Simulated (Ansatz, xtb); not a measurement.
# C4H4BClSe: which of two isomers lies lower

We compare X, `Bc1[se]ccc1Cl`, a singlet, with Y, `Bc1cc[se]c1Cl`, a singlet. Both are isolated molecules in the gas phase, relaxed with B3LYP/def2-SVP; the shapes shown needn't be the lowest conformers.

X (Å):

```xyz
11

C    -0.3100    0.0644   -1.0533
C     1.4851   -1.6856   -0.2938
C     1.1566   -0.7606    0.6681
C     0.1810    0.1851    0.2453
B    -1.3370    0.8841   -1.8180
Cl   -0.3466    1.4252    1.3432
Se    0.5472   -1.4191   -1.8699
H    -1.8769    1.8245   -1.2948
H    -1.6146    0.5930   -2.9561
H     2.2058   -2.4966   -0.1862
H     1.5950   -0.7414    1.6668
```

Y (Å):

```
atom    x (Å)    y (Å)    z (Å)
   C  -0.1434   0.0432  -0.6170
   C   1.1377  -0.5453  -0.9604
   C   1.7431  -1.3091  -0.0109
   C  -0.5277  -0.2997   0.6749
   B  -0.9552   0.9285  -1.5724
  Cl  -1.9666   0.1711   1.4968
  Se   0.7090  -1.3975   1.5559
   H  -0.5186   1.1585  -2.6745
   H  -2.0149   1.3970  -1.2467
   H   1.5870  -0.3754  -1.9419
   H   2.6973  -1.8309  -0.0760
```

**Question.** Estimate which is lower in electronic energy at CCSD(T)/def2-SVP + ΔMP2/def2-TZVPP, and by roughly how much.

**Answer.** The CCSD(T)/def2-SVP + ΔMP2/def2-TZVPP calculation puts structure X lower, by 6.0 kcal/mol.

Level by level:

```tsv
level	geometry	E(Y) − E(X) (kcal/mol)	departure from the last row (kcal/mol)	job, with rough time for the two
GFN2-xTB	GFN2-xTB	+3.5	−2.5	optimisation, 0.62 s
HF/STO-3G	GFN2-xTB	+4.3	−1.8	single point, 2.7 s
r2SCAN-D4/def2-SVP	GFN2-xTB	+6.9	+0.9	single point, 14 s
B3LYP/def2-SVP	B3LYP/def2-SVP	+6.3	+0.3	optimisation, 2.1 min
HF/def2-SVP	B3LYP/def2-SVP	+5.8	−0.3	part of the CCSD(T) run
MP2/def2-SVP	B3LYP/def2-SVP	+6.6	+0.6	part of the CCSD(T) run
CCSD(T)/def2-SVP	B3LYP/def2-SVP	+5.9	−0.1	single point
CCSD(T)/def2-SVP + ΔMP2/def2-TZVPP	B3LYP/def2-SVP	+6.0		single point, 4.7 min
```

As drawn, both hold the same kinds of bond in the same numbers.

None of the levels shown reverses the order. The largest departure from CCSD(T)/def2-SVP + ΔMP2/def2-TZVPP is that of GFN2-xTB, 2.5 kcal/mol. The last row adds to CCSD(T) the change of the MP2 difference between the two basis sets, here +0.1 kcal/mol.

With thermal terms from frequencies at re-optimised GFN2-xTB minima (ideal gas, soft modes damped towards free rotors, one conformer each, 298.15 K, 1 atm): on the last row, ΔE + ΔZPE = +6.0, ΔH = +6.1, ΔG = +6.0 kcal/mol.

The correlated steps freeze 19 core orbitals; the filled d shell of Se is correlated, in a basis made for valence electrons. Codes used: Ansatz 0.2.0, xtb 6.7.1; the last row on 2 threads of AMD EPYC (Zen 3) on a shared host.

The isomers differ by exchanging the boryl group and chlorine between the α and β carbons of selenophene, and the preference is for boron next to selenium. In both structures the BH2 group lies in the ring plane, so its empty p orbital can accept π density either way, and loss of conjugation by twisting is not the cause. The α position probably serves this acceptor better, because it is the end of the diene unit and carries the larger share of the highest π orbital. The shorter C–B bond in X fits this, though C–Cl likewise shortens when chlorine sits at the α carbon in Y, so part of the contraction may belong to the σ framework.

Hartree–Fock already gives +5.8 kcal/mol, which suggests an origin in electrostatics and orbital delocalisation rather than in differential correlation. Thermal terms nearly cancel, as expected for such similar rigid frameworks. The difference combines the site preferences of both substituents; separating them would require the corresponding monosubstituted selenophenes.
